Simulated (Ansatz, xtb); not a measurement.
# C3H4F2: which of two isomers lies lower

We compare I, `F[C@@H]1C[C@H]1F`, a singlet, with II, `F[C@@H]1C[C@@H]1F`, a singlet. Both are isolated molecules in the gas phase, relaxed with r2SCAN-D4/def2-SVP.

I (Å):

```xyz
9

C    -1.1564   -1.8250    0.2225
C    -1.3970   -1.2479   -1.1429
C    -0.0160   -1.2803   -0.5538
F    -1.2396   -3.1763    0.3777
F     0.5389   -0.1063   -0.1405
H    -1.5012   -1.2665    1.1009
H    -1.9089   -0.2823   -1.1916
H    -1.6049   -1.9429   -1.9617
H     0.7174   -1.9849   -0.9639
```

II (Å):

```yaml
atoms:
  - { symbol: C, position_ang: [-1.5646, -1.8995, -0.3241] }
  - { symbol: C, position_ang: [-0.8600, -0.5749, -0.3850] }
  - { symbol: C, position_ang: [-0.0814, -1.8540, -0.4962] }
  - { symbol: F, position_ang: [-2.2904, -2.2621, -1.4146] }
  - { symbol: F, position_ang: [0.3962, -2.1797, -1.7264] }
  - { symbol: H, position_ang: [-2.0054, -2.2581, 0.6140] }
  - { symbol: H, position_ang: [-0.9864, -0.0393, -1.3312] }
  - { symbol: H, position_ang: [-0.7750, 0.0465, 0.5111] }
  - { symbol: H, position_ang: [0.5833, -2.1786, 0.3136] }
```

Energies in hartree; the thermal terms are from r2SCAN-D4/def2-SVP harmonic frequencies (ideal gas, rigid rotor, one conformer each, 298.15 K, 1 atm) and include the zero-point energy:

```
                              I           II
E, CCSD(T)/def2-SVP  −315.332246  −315.327762
    E, MP2/def2-SVP  −315.277490  −315.272786
  E, MP2/def2-TZVPP  −315.874011  −315.869502
  zero-point energy     0.065319     0.065502
       H(298 K) − E     0.070911     0.071042
       G(298 K) − E     0.038319     0.037878
```

Correct the CCSD(T) difference for the basis set by the MP2 change, then work out ΔE, ΔE₀, ΔH and ΔG for I → II in kJ/mol (1 Eh = 2625.50 kJ/mol) and the equilibrium ratio [II]/[I].

1. Differences II − I: CCSD(T) +0.004484, MP2 in the small set +0.004704, MP2 in the large set +0.004509 Eh.
2. ΔE = +0.004484 + (+0.004509 − (+0.004704)) = +0.004289 Eh = +11.26 kJ/mol.
3. ΔE₀ = ΔE + ΔZPE = +0.004289 + (+0.000183) Eh = +11.74 kJ/mol.
4. ΔH = ΔE + (+0.000131) Eh = +11.60 kJ/mol.
5. ΔG = ΔE + (−0.000441) Eh = +10.10 kJ/mol, so ΔS = (ΔH − ΔG)/T = +5.0 J/(mol K).
6. kT = 0.9442 mEh, so K = [II]/[I] = exp(−ΔG/kT) = exp(−4.08) ≈ 0.017.

Structure I is favoured at this temperature. An error of 4 kJ/mol in ΔG would change K by a factor of 5. Mirror images and further conformers aren't counted.

As drawn, both hold the same kinds of bond in the same numbers.

Other levels gave ΔE = +14.4 (GFN2-xTB); +5.4 (HF/STO-3G, GFN2-xTB geometries); +11.5 (r2SCAN-D4/def2-SVP//GFN2-xTB); +11.0 (r2SCAN-D4/def2-SVP); +13.0 (HF/def2-SVP); +12.3 (MP2/def2-SVP); +11.8 (CCSD(T)/def2-SVP) kJ/mol. The correlated steps freeze 5 core orbitals. Programs: Ansatz 0.2.0, xtb 6.7.1.

Isomer I is trans-1,2-difluorocyclopropane and II is the cis form, so the computed ΔE of +11.26 kJ/mol is a preference for fluorines on opposite faces of the ring. With bond types and ring strain nearly matched, the main cause is probably electrostatic: in the cis form the two C–F bonds are eclipsed, their dipoles reinforce each other and the fluorine lone pairs repel, whereas in the trans form the dipoles partly cancel. Donation from C–H bonds into C–F antibonding orbitals should favour cis, as in the gauche effect, but evidently does not prevail here. The order is the reverse of that known for 1,2-difluoroethene, where cis is the more stable.

Hartree–Fock in the def2-SVP basis already gives the preference, so it doesn't depend on electron correlation. The small entropy advantage of cis probably reflects symmetry, since the trans form has a twofold axis and cis has none. For racemic trans material, the entropy of mixing would offset that advantage and shift the equilibrium further towards trans.
